## Squeezing and stretching three metals

A metal that is squeezed pushes back, and one that is stretched pulls inward. The table follows both responses for magnesium, beryllium and calcium, computed with density functional theory. A volume scale of 0.88 means that the relaxed cell has lost 12 % of its volume, and 1.12 that it has gained as much. Simple cubic is not the structure these metals adopt under ordinary conditions, so the values describe model crystals, compared on one common lattice.

Simple cubic Mg, Be and Ca (29.54, 10.51 and 45.55 Å³ per atom at scale 1), computed with Ansatz 0.2.0: BLYP without spin polarisation, scalar-relativistic PAW, cutoff 420 eV, k meshes 11×11×11, 16×16×16 and 10×10×10. Energies are extrapolated to zero smearing and count from scale 1; pressures, positive in compression, are at the Fermi-Dirac smearing of 0.1 eV.

```csv
volume scale,"energy change, Mg (meV/atom)","pressure, Mg (GPa)","energy change, Be (meV/atom)","pressure, Be (GPa)","energy change, Ca (meV/atom)","pressure, Ca (GPa)"
0.88,28.1,2.86,40.2,11.08,13.7,1.28
0.92,11.5,1.71,17.0,6.76,4.1,0.74
0.96,2.6,0.79,4.2,3.16,0.0,0.31
1,0.0,0.04,0.0,0.14,0.0,-0.04
1.04,2.4,-0.57,3.1,-2.38,3.4,-0.33
1.08,8.8,-1.05,12.2,-4.50,9.7,-0.57
1.12,18.5,-1.42,26.5,-6.28,18.4,-0.77
```

### 1. Which metal is hardest to compress?

Beryllium is, by a wide margin. The measure is the bulk modulus $B=-V\,\mathrm{d}P/\mathrm{d}V$, where $V$ is the volume per atom and $P$ the pressure. It tells how much pressure is needed for a given fractional loss of volume. The two rows beside scale 1 give it directly:

$$B\approx\frac{P(0.96)-P(1.04)}{0.08}.$$

The result is 69 GPa for Be, 17 GPa for Mg and 8 GPa for Ca. Taking 1 % off the volume therefore costs about 0.7 GPa in beryllium, but less than 0.1 GPa in calcium.

### 2. Why is beryllium so stiff?

Each of these atoms gives two valence electrons to the metal. In beryllium they surround a tiny core with only the 1s shell filled, while magnesium and calcium have larger cores with more filled shells. The beryllium cell is therefore small, about a third of the magnesium cell, and its electrons are packed much more densely.

Dense electrons resist compression because of the exclusion principle. In a smaller volume they must take shorter wavelengths, which means higher kinetic energy. For a gas of free electrons with density $n$, the kinetic energy per electron grows as $n^{2/3}$ and the pressure as $n^{5/3}$. With two electrons per atom in every case, this gives

$$B\propto V^{-5/3}.$$

Evaluated at the relaxed volumes, this gas has the right order of stiffness but values that are too large. It gives 245 GPa for beryllium instead of 69, and 44 GPa for magnesium instead of 17. The gas lacks the attraction between electrons and ions that holds a metal together. That attraction strengthens as the crystal shrinks and pays back part of the kinetic cost. The simple picture is thus a guide to the trend among main-group metals with equal numbers of valence electrons, and a poor source of absolute values.

### 3. Beryllium is four times as stiff as magnesium. Why does deforming it not cost four times the energy?

The energies are counted per atom, and a beryllium atom occupies much less space. Stiffness is energy per volume, so it has to be multiplied by the volume of the cell. For a small fractional change of volume $\Delta V/V$, the crystal behaves like a spring with energy

$$E\approx\tfrac12\,B\,V\left(\frac{\Delta V}{V}\right)^2.$$

Here is the estimate for beryllium at a change of 12 %. A pressure of 160.2 GPa equals 1 eV/Å³, so 69 GPa is 0.43 eV/Å³. Multiplied by the cell volume of 10.51 Å³, this gives 4.5 eV. Half of that, times $0.12^2$, is 0.033 eV, or 33 meV per atom.

The table gives 40.2 meV for the squeeze and 26.5 meV for the stretch, with a mean of 33 meV. The mean is the right value to compare, because the difference between the two directions cancels in it. The estimate took its stiffness from pressures at 4 %, so the energies at 12 % had no part in it. It works to within about 3 % for magnesium and calcium too.

The product $BV$ thus explains the modest spread of the energies. In the free-electron picture it falls only as $V^{-2/3}$, much more slowly than $B$ itself. Going from a small atom to a large one, the pressures drop steeply and the energies per atom only gently.

### 4. Why does a squeeze cost magnesium and beryllium more than an equal stretch?

A spring with constant stiffness would treat both directions alike. A metal stiffens as it is compressed, because its electrons become denser, and it softens as it is stretched. In magnesium the pressure reaches 2.86 GPa at scale 0.88, but the pull at 1.12 is only half as strong. The energy is the work done against this pressure, so it is larger on the compressed side.

The metals share this bending to a good approximation. Divide each pressure change from scale 1 by the metal's own $B$, and the three sets of values fall close to one curve. A standard form for it is the second-order Birch equation, with $x$ the volume scale:

$$\frac{P(x)-P(1)}{B}=\tfrac32\left(x^{-7/3}-x^{-5/3}\right).$$

With $B$ taken from the rows at 0.96 and 1.04, the four outer rows test the curve. It meets them to within about 5 % of the predicted pressure change. A straight line would give about a quarter too little push at 0.88 and a third too much pull at 1.12. One stiffness per metal is therefore enough to sketch its whole pressure curve over this range.

### 5. Why does calcium seem to do the opposite?

In calcium the squeeze to 0.88 costs 13.7 meV and the stretch to 1.12 costs 18.4 meV. Yet its pressures bend in the same way as those of the other two metals. The energy and the pressure appear to tell different stories, most plainly between scales 0.96 and 1. There the energy does not change to the printed digit, although the mean pressure is about 0.14 GPa.

The two columns belong to different electron temperatures. Smearing spreads the electrons over levels near the Fermi level, much as heating them to roughly 1200 K would. The pressure is the slope of the free energy $F$ of these warm electrons. The energy column is an estimate for cold electrons, obtained by adding back half the entropy term $TS$:

$$E_0=F+\tfrac12TS,\qquad P=-\frac{\mathrm{d}E_0}{\mathrm{d}V}+\frac12\frac{\mathrm{d}(TS)}{\mathrm{d}V}.$$

In calcium the entropy term of the same calculations grows markedly with volume, so the warm electrons push the crystal outward. Between 0.96 and 1 this push amounts to 0.13 GPa, which is nearly the whole of the mismatch. It must be so if energies and pressures are consistent; the agreement locates the difference without explaining why the entropy grows. The free energy itself shows the familiar order, with 18.7 meV for the squeeze and 14.9 meV for the stretch.

The cell at scale 1 was relaxed with warm electrons and is slightly too large for cold ones. It is also about half a percent too large for warm ones, as its small negative pressure shows. A parabola through the three energies from 0.96 to 1.04 puts the cold minimum near 0.98. Seen from there, the row at 0.88 is a squeeze of about 10 % and the row at 1.12 a stretch of about 14 %. Calcium has not become harder to stretch than to squeeze; its volume changes are counted from a point beside the minimum.

This also settles a tempting misreading. At 1.12 magnesium and calcium show almost the same energy, but magnesium is twice as stiff. The larger cell of calcium and its off-centre starting point make up the difference at this one scale.

### 6. What would a smaller smearing change, and why mostly in calcium?

The outward push of the electrons would shrink, and by the estimate for cold electrons the relaxed calcium cell would lose up to about 1.5 % of its volume. Magnesium and beryllium would hardly move. Their entropy pressures near scale 1 are below 0.05 GPa, and they act on stiffer crystals. The shift of a relaxed volume is roughly the entropy pressure divided by $B$, so a soft metal with a large entropy term is the sensitive case.

The entropy term is large when many electron levels lie close to the Fermi level. At scale 1 it is nearly three times as large in calcium as in magnesium. In a free-electron gas, the larger cell alone would account for a factor of only about 1.3. Calcium therefore has many more levels in the relevant range than its size suggests.

The likely source is its empty 3d shell, which lies close in energy to the 4s electrons and mixes with them in the metal. Compression strengthens this mixing and can push levels away from the Fermi level, which would explain why the entropy of squeezed calcium falls faster than that of a free-electron gas. The calculations offer a hint. In calcium the band that the two valence electrons could just fill overlaps in energy with the next one, and this overlap shrinks on compression, while in magnesium it grows. The hint is weak, however, because the entropy of squeezed magnesium also falls faster than that of a free-electron gas, though less steeply than in calcium. The part played by the 3d levels remains an inference from the chemistry of the element. A density of states sorted by s, p and d character, computed at several volumes, would test it.

### 7. Which digits can be trusted?

The energies are printed to 0.1 meV, which is ample at a change of 12 % and coarse close to scale 1. The two zeros in the calcium column mean only that the energies agree to that digit, with the minimum somewhere between them. The calcium pressures are small as well. Rounding alone can shift the bulk modulus derived from them by 1 to 2 %.

Agreement with real metals is a separate matter. The functional BLYP does not reproduce the uniform electron gas, which is a weakness for simple metals, and it was used here with atomic datasets made for another functional. The zero-point motion of the nuclei is left out, and no test of the cutoff or the k mesh is shown. Above all, the crystals are held in a simple cubic lattice, so the bulk moduli should not be carried over to the real metals. The order Be, Mg, Ca rests on factors of two and four, well beyond the usual error of a functional.

The 2 % shift in calcium deserves the most caution. The correction to cold electrons assumes that the density of levels varies little over the smeared range, and calcium is where this assumption is least safe. For a soft metal with a large entropy term, relax the cell again at half the smearing, with a finer k mesh, before comparing squeeze with stretch. If the volume moves, count both volume changes and energies from the new minimum.
